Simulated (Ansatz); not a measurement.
BiB: pressure and energy less free atoms against volume per atom

Periodic Kohn-Sham DFT of a crystal at fixed atoms; pressure and stress are positive in compression; the energy is the free energy less that of spherical unpolarised free atoms; site moments are those in the method's own spheres, positive along +z. The results are calculated, by Ansatz 0.2.0.

Cell of the first row (space group F-43m, No. 216):
```
CELL_PARAMETERS angstrom
0.00000 2.70610 2.70610
2.70610 0.00000 2.70610
2.70610 2.70610 0.00000
ATOMIC_POSITIONS crystal
B 0.00000 0.00000 0.00000
Bi 0.25000 0.25000 0.25000
```

Settings of every row: method all-electron LAPW; functional PBE; relativity scalar; k mesh 11x11x11; filling fermi-dirac; smearing width 0.05 eV; basis error target 0.5 meV/atom; nucleus gaussian.

Atom start moment: 0 on all atoms.

Limits: no spin-orbit coupling on heavy atoms; the cell comes from a prototype or a list of computed structures and needn't be the stable phase.

Limits of some rows: small gap, it may come from the mesh (row 2, 3).

| row | volume per atom (Å³) | pressure (GPa) | energy less free atoms (eV/atom) |
| --- | --- | --- | --- |
| 1 | 19.816 | 5.101 | -4.474 |
| 2 | 20.649 | 1.498 | -4.4908 |
| 3 | 21.07 | ? | ? |
| 4 | 21.491 | -1.396 | -4.4907 |
| 5 | 22.334 | -3.717 | -4.4771 |

Question: what pressure and energy less free atoms should row 3 give?

Worked fit of pressure. Take u = (V_r/V)^(2/3) − 1 with V_r = 21.07 Å³ an atom, which is twice the finite (Eulerian) strain; such expansions in the strain, on which the Birch-Murnaghan equation of state is built, carry the rest volume and the bulk modulus. The shown rows have u = 0.04176, 0.01355, -0.0131, -0.0381. Least squares give pressure = −0.0322 + 109.139 × u + 328.41 × u² GPa; a straight line predicts inner rows, each left out in turn, worse (root mean square 0.33 against 0.021 GPa). The rows lie off it by 0.003, -0.009, 0.010, -0.003 (root mean square 0.0071 GPa). The pressure vanishes at u = 0.0003, or V = 21.06 Å³ an atom, and there the bulk modulus at fixed shape and fractions is B = −V dP/dV = (2/3)(1 + u) dP/du = 72.9 GPa. The withheld row has u = 0, so the fit gives −0.0322 + 109.139 × (0) + 328.41 × (0)² = -0.032 GPa.

The calculation gave -0.035 GPa. The fit lies 0.003 GPa (8.6 % of the value, 0.034 % of the column's range) above it; its largest miss of a shown row is 0.010 GPa.

Worked fit of energy less free atoms. Take u = (V_r/V)^(2/3) − 1 with V_r = 21.07 Å³ an atom, which is twice the finite (Eulerian) strain; such expansions in the strain, on which the Birch-Murnaghan equation of state is built, carry the rest volume and the bulk modulus. The shown rows have u = 0.04176, 0.01355, -0.0131, -0.0381. Least squares give energy less free atoms = −4.49265 − 0.0012 × u + 10.709 × u² eV/atom; a straight line predicts inner rows, each left out in turn, worse (root mean square 0.011 against 0.00022 eV/atom). The rows lie off it by 0.0000, -0.0001, 0.0001, 0.0000. Its lowest point lies at u = 0.0001, or V = 21.07 Å³ an atom, and the curvature there gives the bulk modulus at fixed shape and fractions, B = (4/9)(1 + u)² E″(u)/V = 72.4 GPa. The withheld row has u = 0, so the fit gives −4.49265 − 0.0012 × (0) + 10.709 × (0)² = -4.4927 eV/atom.

The calculation gave -4.4927 eV/atom. The fit meets it to the printed digit.
